# Kato–Rellich theorem and the Coulomb Hamiltonians of H$_2^+$ and H$_2$

## 1. Conventions and premises

Hartree atomic units: $\hbar=m_e=e^2/4\pi\varepsilon_0=1$, lengths in $a_0$, energies in $E_h$. The inner product is antilinear in the first slot. $S$ is *symmetric* if $D(S)$ is dense and $\langle\phi,S\psi\rangle=\langle S\phi,\psi\rangle$ on $D(S)$, and *self-adjoint* if also $D(S^*)=D(S)$. A *core* is a subspace dense in $D(S)$ in the graph norm $\|\psi\|+\|S\psi\|$.

Taken as known:

- (P1) adjoints are closed, and $(\operatorname{Ran}S)^\perp=\ker S^*$;
- (P2) the spectral theorem;
- (P3) Plancherel's theorem, and density of $C_c^\infty(\mathbb R^n)$ in $H^s=\{\psi:(1+k^2)^{s/2}\hat\psi\in L^2\}$ for $s=1,2$;
- (P4) in Section 6 only: $-\tfrac12\Delta-Z/r$ on $H^2(\mathbb R^3)$ has spectrum $\{-Z^2/2n^2\}\cup[0,\infty)$ with a simple lowest level.

## 2. Two lemmas

**Lemma 1.** If $S$ is symmetric and $\operatorname{Ran}(S\pm i\mu)=\mathcal H$ for both signs and one $\mu>0$, then $S$ is self-adjoint.

*Proof.* Let $\phi\in D(S^*)$. Choose $\psi\in D(S)$ with $(S-i\mu)\psi=(S^*-i\mu)\phi$. Since $S\subset S^*$, $u=\phi-\psi$ obeys $(S^*-i\mu)u=0$. For all $\chi\in D(S)$, $\langle u,(S+i\mu)\chi\rangle=\langle(S^*-i\mu)u,\chi\rangle=0$. The range is $\mathcal H$, so $u=0$ and $\phi\in D(S)$. $\square$

**Lemma 2.** Let $A$ be self-adjoint and $z=\pm i\mu$, $\mu>0$; or let also $A\ge0$ and $z=\lambda>0$. Then $A+z$ maps $D(A)$ one-to-one onto $\mathcal H$, and
$$\|(A+z)^{-1}\|\le 1/|z|,\qquad \|A(A+z)^{-1}\|\le1.\tag{1}$$

*Proof.* $\|(A+z)\psi\|^2=\|A\psi\|^2+2\operatorname{Re}z\,\langle\psi,A\psi\rangle+|z|^2\|\psi\|^2\ge\|A\psi\|^2+|z|^2\|\psi\|^2$, the middle term being zero or non-negative. So $A+z$ is injective. If $(A+z)\psi_n$ converges, $\psi_n$ and $A\psi_n$ are Cauchy, and closedness of $A$ puts the limit in the range. The complement of the range is $\ker(A+\bar z)=\{0\}$ by the same estimate. Put $\psi=(A+z)^{-1}\phi$ to read off (1). $\square$

## 3. The theorem

**Theorem** (Rellich 1939; applied to atoms and molecules by Kato 1951). Let $A$ be self-adjoint, $B$ symmetric, $D(A)\subset D(B)$, and
$$\|B\psi\|\le a\|A\psi\|+b\|\psi\|\quad(\psi\in D(A)),\qquad 0\le a<1,\ b\ge0.\tag{2}$$
Then (i) $A+B$ is self-adjoint on $D(A)$; (ii) $A$ and $A+B$ have the same cores; (iii) if $A\ge0$, then $A+B\ge-b/(1-a)$.

*Proof of (i).* $A+B$ is symmetric on $D(A)$. For $z$ as in Lemma 2, $K_z=B(A+z)^{-1}$ is defined on all of $\mathcal H$, because $(A+z)^{-1}$ maps into $D(A)\subset D(B)$. By (2) and (1),
$$\|K_z\|\le a+b/|z|<1\quad\text{for } |z|>b/(1-a).\tag{3}$$
The Neumann series $\sum_n(-K_z)^n$ then converges in norm to $(1+K_z)^{-1}$. On $D(A)$,
$$A+B+z=(1+K_z)(A+z).\tag{4}$$
Both factors are onto, so $\operatorname{Ran}(A+B\pm i\mu)=\mathcal H$ for large $\mu$. Lemma 1 applies.

*(ii).* The triangle inequality and (2) give $(1-a)\|A\psi\|-b\|\psi\|\le\|(A+B)\psi\|\le(1+a)\|A\psi\|+b\|\psi\|$. The graph norms are equivalent.

*(iii).* For $z=\lambda>b/(1-a)$, (4) gives the bounded inverse $(A+\lambda)^{-1}(1+K_\lambda)^{-1}$. No such $-\lambda$ is in the spectrum; (P2) gives the bound. $\square$

If $A\ge M$, apply (iii) to $A-M$, for which (2) holds with $b+a|M|$ in place of $b$. The infimum of admissible $a$ is the *relative bound* of $B$.

**Symmetry sectors.** Let an orthogonal projection $P$ map $D(A)$ into itself and commute there with $H=A+B$. Then $P$ commutes with $(H\pm i\mu)^{-1}$, so $H\pm i\mu$ maps $PD(A)$ onto $P\mathcal H$, and Lemma 1 makes the restriction self-adjoint. This covers fermionic antisymmetry (with spin as a finite tensor factor) and inversion parity.

## 4. Kinetic energy and two inequalities

**Kinetic energy.** $T=-\tfrac12\Delta$ on $H^2(\mathbb R^n)$ is multiplication of $\hat\psi$ by $k^2/2\ge0$, hence symmetric and non-negative. For $f\in L^2$, $\hat f/(k^2/2\pm i)$ is the transform of an $H^2$ function, so $T\pm i$ is onto and $T$ is self-adjoint. By (P3), $C_c^\infty$ is a core. Also $\|\nabla\psi\|^2=\int k^2|\hat\psi|^2\le\|\Delta\psi\|\|\psi\|$ by Cauchy–Schwarz, and $2\sqrt{xy}\le\epsilon x+y/\epsilon$ gives
$$2\|\nabla\psi\|\le\epsilon\|\Delta\psi\|+\|\psi\|/\epsilon=2\epsilon\|T\psi\|+\|\psi\|/\epsilon,\qquad\epsilon>0.\tag{5}$$

**Completing the square.** Take $\psi\in C_c^\infty(\mathbb R^3)$ and a real field $\mathbf w$, smooth off the origin, with $|\mathbf w|\le\text{const}/r$ near it. Expand $|\nabla\psi+\mathbf w\psi|^2$; the cross term is $\mathbf w\cdot\nabla|\psi|^2$. Integrate it by parts outside a ball of radius $\rho$. The surface term is of order $\rho^{-1}\rho^2\to0$, so
$$0\le\|\nabla\psi\|^2-\int(\nabla\!\cdot\!\mathbf w-|\mathbf w|^2)\,|\psi|^2\,d^3x.\tag{6}$$

*Hardy.* $\mathbf w=\gamma\mathbf x/r^2$ has $\nabla\!\cdot\!\mathbf w=\gamma(3-2)/r^2$ and $|\mathbf w|^2=\gamma^2/r^2$. The factor $\gamma-\gamma^2$ is largest, $1/4$, at $\gamma=1/2$:
$$\|\psi/r\|\le2\|\nabla\psi\|.\tag{7}$$
The constant is sharp. For $\psi=r^pe^{-r}$, $p>-1/2$, put $G=\int_0^\infty r^{2p}e^{-2r}dr$. Then $\|\psi/r\|^2=4\pi G$, and
$$\|\nabla\psi\|^2=4\pi\!\int_0^\infty\!(p-r)^2r^{2p}e^{-2r}dr=4\pi G\left[p^2-p(2p+1)+\tfrac14(2p+1)(2p+2)\right]=4\pi G\,\frac{p+1}{2}.$$
The ratio $2/(p+1)$ tends to $4$ as $p\to-1/2$.

*Form bound.* $\mathbf w=\gamma\mathbf x/r$ has $\nabla\!\cdot\!\mathbf w=2\gamma/r$, $|\mathbf w|^2=\gamma^2$. For $\|\psi\|=1$, (6) reads $2\gamma\langle1/r\rangle\le\|\nabla\psi\|^2+\gamma^2$; the choice $\gamma=\langle1/r\rangle$ gives
$$\langle\psi,r^{-1}\psi\rangle\le\|\nabla\psi\|.\tag{8}$$

*Extension.* If $\psi_n\in C_c^\infty$ tends to $\psi$ in $H^1$, (7) makes $\psi_n/r$ Cauchy in $L^2$; a subsequence converges almost everywhere, so the limit is $\psi/r$, and (7), (8) hold on $H^1\supset H^2$. Translation invariance allows any centre. For several electrons, apply (6) in $\mathbf r_i$ at fixed other coordinates and integrate over those (Fubini): (7) and (8) hold with $\nabla_i$.

## 5. H$_2^+$ and H$_2$ with fixed nuclei

Protons at points $\mathrm A,\mathrm B$ a distance $R>0$ apart. The repulsion $1/R$ is a constant shift; $H=T+V$ is the electronic Hamiltonian.

**H$_2^+$.** On $L^2(\mathbb R^3)$, $V=-1/r_{\rm A}-1/r_{\rm B}$. The triangle inequality and (7) give $\|V\psi\|\le4\|\nabla\psi\|$.

**H$_2$.** On $L^2(\mathbb R^6)$, $T=-\tfrac12(\Delta_1+\Delta_2)$, $V=-\sum_{i}(1/r_{i\rm A}+1/r_{i\rm B})+1/r_{12}$, and $\|\nabla\psi\|^2=\|\nabla_1\psi\|^2+\|\nabla_2\psi\|^2$. The attractions contribute at most $4(\|\nabla_1\psi\|+\|\nabla_2\psi\|)\le4\sqrt2\|\nabla\psi\|$. For the repulsion use the orthogonal map $\mathbf u,\mathbf v=(\mathbf r_1\mp\mathbf r_2)/\sqrt2$, which preserves the measure and $\|\nabla\psi\|$. With $r_{12}=\sqrt2u$, (7) in $\mathbf u$ gives $\|\psi/r_{12}\|\le\sqrt2\|\nabla_u\psi\|\le\sqrt2\|\nabla\psi\|$.

In both cases
$$\|V\psi\|\le C\|\nabla\psi\|,\qquad C=4\ (\mathrm H_2^+),\quad C=5\sqrt2\ (\mathrm H_2).\tag{9}$$
The same count for $N$ electrons and total nuclear charge $Z_{\rm tot}$ gives $C=2Z_{\rm tot}\sqrt N+N(N-1)/\sqrt2$. Insert (5) with $\epsilon=a/C$:
$$\|V\psi\|\le a\|T\psi\|+\frac{C^2}{2a}\|\psi\|\quad\text{for every }a>0.\tag{10}$$
$V$ is real, hence symmetric, and by (9) defined on $H^2$. Its relative bound is zero.

**Result.** For every $R>0$, $H$ is self-adjoint on $H^2(\mathbb R^{3N})$, has $C_c^\infty(\mathbb R^{3N})$ as a core, and is bounded below. Domain and constants do not depend on $R$. The same holds in each parity sector and on antisymmetric states. By (P2), $e^{-iHt}$ is a unitary group, fixed by the differential expression on $C_c^\infty$ alone.

**Three lower bounds.**

(a) Part (iii) with (10): $-C^2/[2a(1-a)]$, best at $a=1/2$, giving $-2C^2$.

(b) Estimate $K_\lambda$ directly from (9): $\|V(T+\lambda)^{-1}\|\le C\sup_k k/(k^2/2+\lambda)=C/\sqrt{2\lambda}$, the supremum lying at $k=\sqrt{2\lambda}$. This is below 1 for $\lambda>C^2/2$, so (4) gives $H\ge-C^2/2$.

(c) Use (8) for each centre and drop $1/r_{12}\ge0$. With $t_i=\|\nabla_i\psi\|$, $\langle H\rangle\ge\sum_i(t_i^2/2-2t_i)\ge-2N$.

| lower bound on $H$ ($E_h$) | (a) | (b) | (c) |
|---|---|---|---|
| H$_2^+$ | $-32$ | $-8$ | $-2$ |
| H$_2$ | $-100$ | $-25$ | $-4$ |

The theorem's own bound is crude. For H$_2^+$, (c) is the best $R$-independent bound: the trial function $e^{-2r}$ at the midpoint has $\langle H\rangle\to-2$ as $R\to0$.

**What the domain says.** In $\mathbb R^3$, Cauchy–Schwarz with $\int d^3k\,(k^2+\kappa^2)^{-2}=\pi^2/\kappa$ gives
$$\|\psi\|_\infty\le(2\pi)^{-3/2}\|\hat\psi\|_1\le(2\pi)^{-3/2}\pi\kappa^{-1/2}\left(\|\Delta\psi\|+\kappa^2\|\psi\|\right).\tag{11}$$
So $H^2(\mathbb R^3)$ functions are bounded and continuous. The function $e^{-\kappa r}/r$ is in $L^2$ but unbounded, hence not in $D(H)$: regularity at a nucleus follows from the domain and is no extra postulate. The cusp function $e^{-\zeta r}$ has transform $\propto(k^2+\zeta^2)^{-2}$, so $k^2\hat\psi\in L^2$ and it lies in $D(H)$.

## 6. Illustration: a two-sided bound for H$_2^+$ at $R=2$

Input: $R=2\,a_0$, approximately the typical bond length. Let $\phi_{\rm A}=\pi^{-1/2}e^{-r_{\rm A}}$, likewise $\phi_{\rm B}$, and $\psi_\pm=(\phi_{\rm A}\pm\phi_{\rm B})/\sqrt{2(1\pm S)}$, with $S=\langle\phi_{\rm A},\phi_{\rm B}\rangle$. Both are in $H^2=D(H)$. From $(T-1/r_{\rm A})\phi_{\rm A}=-\tfrac12\phi_{\rm A}$,
$$H\psi_\pm=-\tfrac12\psi_\pm-\chi_\pm,\qquad\chi_\pm=\frac{\phi_{\rm A}/r_{\rm B}\pm\phi_{\rm B}/r_{\rm A}}{\sqrt{2(1\pm S)}}.\tag{12}$$

**Integrals.** In spheroidal coordinates $r_{\rm A,B}=\tfrac R2(\xi\pm\eta)$, $d^3x=\tfrac{R^3}8(\xi^2-\eta^2)\,d\xi\,d\eta\,d\varphi$, $\xi\ge1$, $|\eta|\le1$, and $\phi_{\rm A}\phi_{\rm B}=e^{-R\xi}/\pi$:

- $S=\tfrac{R^3}4\iint(\xi^2-\eta^2)e^{-R\xi}=e^{-R}(1+R+R^2/3)=0.58645$
- $K=\int\phi_{\rm A}\phi_{\rm B}/r_{\rm B}=\tfrac{R^2}2\iint(\xi+\eta)e^{-R\xi}=e^{-R}(1+R)=0.40601$
- $I_2=\int\phi_{\rm A}\phi_{\rm B}/(r_{\rm A}r_{\rm B})=R\iint e^{-R\xi}=2e^{-R}=0.27067$

For one-centre densities average over angles about A. The average of $1/r_{\rm B}$ is $1/\max(r,R)$, that of $1/r_{\rm B}^2$ is $(2rR)^{-1}\ln|(r+R)/(r-R)|$:

- $J=\int\phi_{\rm A}^2/r_{\rm B}=4\int_0^\infty r^2e^{-2r}/\max(r,R)\,dr=1/R-e^{-2R}(1+1/R)=0.47253$
- $I_1=\int\phi_{\rm A}^2/r_{\rm B}^2=\tfrac2R\int_0^\infty re^{-2r}\ln\left|\tfrac{r+R}{r-R}\right|dr$

Integration by parts gives $F(s)=\int_0^\infty e^{-sr}\ln|\tfrac{r+R}{r-R}|dr=[\alpha_1+\alpha_2]/s$, with $\alpha_1=e^{x}E_1(x)$, $\alpha_2=e^{-x}\operatorname{Ei}(x)$, $x=sR$, where $E_1(x)=\int_x^\infty e^{-u}du/u$ and $\operatorname{Ei}(x)=\mathrm{P}\!\int_{-\infty}^xe^{u}du/u$. Since $d(\alpha_1+\alpha_2)/dx=\alpha_1-\alpha_2$, $-F'(s)=(\alpha_1+\alpha_2)/s^2-R(\alpha_1-\alpha_2)/s$. At $s=R=2$: $x=4$, $\alpha_1=0.206346$, $\alpha_2=0.359552$, and $I_1=-F'(2)=(5\alpha_2-3\alpha_1)/4=0.29468$.

**Moments.** By (12), $\langle\psi_\pm,\chi_\pm\rangle=(J\pm K)/(1\pm S)$ and $\|\chi_+\|^2=(I_1+I_2)/(1+S)$. Thus
$$m=\langle\psi_+,\chi_+\rangle=0.5538,\quad q=\|\chi_+\|^2=0.3564,\quad E_+=-\tfrac12-m=-1.0538,\quad E_-=-0.6609,$$
and the variance is $\sigma^2=\|(H-E_+)\psi_+\|^2=q-m^2=0.0497$.

**Counting levels below $-1/2$.** Write $H=\tfrac12h_{\rm A}+\tfrac12h_{\rm B}$ with $h_{\rm A,B}=T-2/r_{\rm A,B}$. All three operators are self-adjoint on the same $H^2$. By (P4) with $Z=2$, $h_{\rm A}\ge-\tfrac12$ on functions orthogonal to its ground state, and likewise $h_{\rm B}$. Suppose the spectral subspace of $H$ for energies below $-\tfrac12$ had dimension $\ge3$. It lies in $D(H)$ because $H$ is bounded below. It would contain a unit vector orthogonal to both ground states, with $\langle H\rangle\ge-\tfrac12$ from the splitting and $\langle H\rangle<-\tfrac12$ from (P2). So the dimension is at most 2. Since $E_\pm<-\tfrac12$ and $\psi_\pm$ have opposite parity, each parity sector has spectrum below $-\tfrac12$. Each therefore has exactly one simple eigenvalue there. Call the gerade one $E_g$; the variational principle gives $E_g\le E_+$.

**Lower bound (Temple's inequality).** In the gerade sector the spectrum lies in $\{E_g\}\cup[\mu,\infty)$ with $\mu=-\tfrac12$, where $(E-E_g)(E-\mu)\ge0$. Integrate against the spectral measure of $\psi_+$, whose second moment is finite because $\psi_+\in D(H)$: $\sigma^2+(E_+-E_g)(E_+-\mu)\ge0$. With $\mu-E_+=m>0$,
$$E_g\ge E_+-\frac{\sigma^2}{m}=-\frac12-\frac qm=-\frac12-\frac{I_1+I_2}{J+K}=-1.1435.$$
Hence, for the clamped-nucleus non-relativistic model,
$$-1.1435\le E_g\le-1.0538,\qquad-0.6435\le E_g+1/R\le-0.5538\quad(E_h),$$
a bracket of width $0.0897\,E_h$, far inside every entry of the table. Relative to a hydrogen atom and a distant proton ($-\tfrac12E_h$), the model's binding at this $R$ lies between $0.0538$ and $0.1435\,E_h$, or $1.5$ and $3.9$ eV. The lower figure is the value of the trial function $\psi_+$ itself; it underbinds, being about half the typical H$_2^+$ well depth of roughly $2.8$ eV. Effects outside the model are small against the bracket: the vibrational zero-point energy is typically about $0.005\,E_h$, and relativistic terms are of order $\alpha^2E_h=5.3\times10^{-5}E_h$, with $\alpha=1/c$ the fine-structure constant.

## 7. Range of validity

- **$a<1$ is needed.** $B=-A$ with $A$ unbounded satisfies (2) with $a=1$; $A+B=0$ on $D(A)\ne\mathcal H$ is not closed. At $a=1$ only essential self-adjointness survives (Wüst's theorem, not proved here). The condition is sufficient, not necessary: $B=2A$ gives the self-adjoint $3A$.
- **Singularity.** For $V=r^{-s}$ in $\mathbb R^3$ with $0<s<3/2$, split $V=V_1+V_2$ at $r=1$: $V_1\in L^2$, $V_2$ bounded. Then $\|V_1\psi\|\le\|V_1\|\|\psi\|_\infty$, and (11) with large $\kappa$ gives relative bound zero. For $s\ge3/2$, $V\psi\notin L^2$ when $\psi(0)\ne0$, so $D(T)\not\subset D(V)$. For $T-g/r^2$, (7) gives a non-negative form if $g\le1/8$. If $g>1/8$, sharpness supplies a state of negative energy, and the scaling $\psi(\mathbf x)\to\ell^{3/2}\psi(\ell\mathbf x)$ multiplies that energy by $\ell^2$: no lower bound.
- **Dimension.** In one and two dimensions $1/r$ is not locally square-integrable, and the theorem does not apply to it.
- **Uniform electric field.** $B=\mathcal Ez$ is not $T$-bounded: translating $\psi$ along $z$ fixes $\|T\psi\|$ and $\|\psi\|$ while $\|z\psi\|\to\infty$.
- **Moving nuclei.** With nuclear kinetic energy added, each pair term obeys (7) in one particle's coordinate, whose gradient is bounded by a mass-dependent multiple of $\langle T\rangle^{1/2}$. The proof carries over.
- **Dirac operator.** For $D=c\,\boldsymbol\alpha\!\cdot\!\mathbf p+\beta c^2$ on $H^1$, with anticommuting Hermitian matrices of unit square, $\|D\psi\|^2=c^2\|\nabla\psi\|^2+c^4\|\psi\|^2$. So (7) gives $a=2Z_{\rm tot}/c$, no longer arbitrarily small. For H$_2^+$, $a=0.029$. The argument needs $Z_{\rm tot}<c/2=68.5$ and is silent beyond. Part (iii) does not apply, since $D$ is unbounded below.
- **Content.** The theorem fixes domain, cores and a lower bound. It does not by itself give bound states or locate the essential spectrum; Section 6 needed (P4) and trial functions for its eigenvalue. The constant $C$ grows as $N^2$ for neutral systems, so bounds (a) and (b) say nothing about an energy proportional to particle number.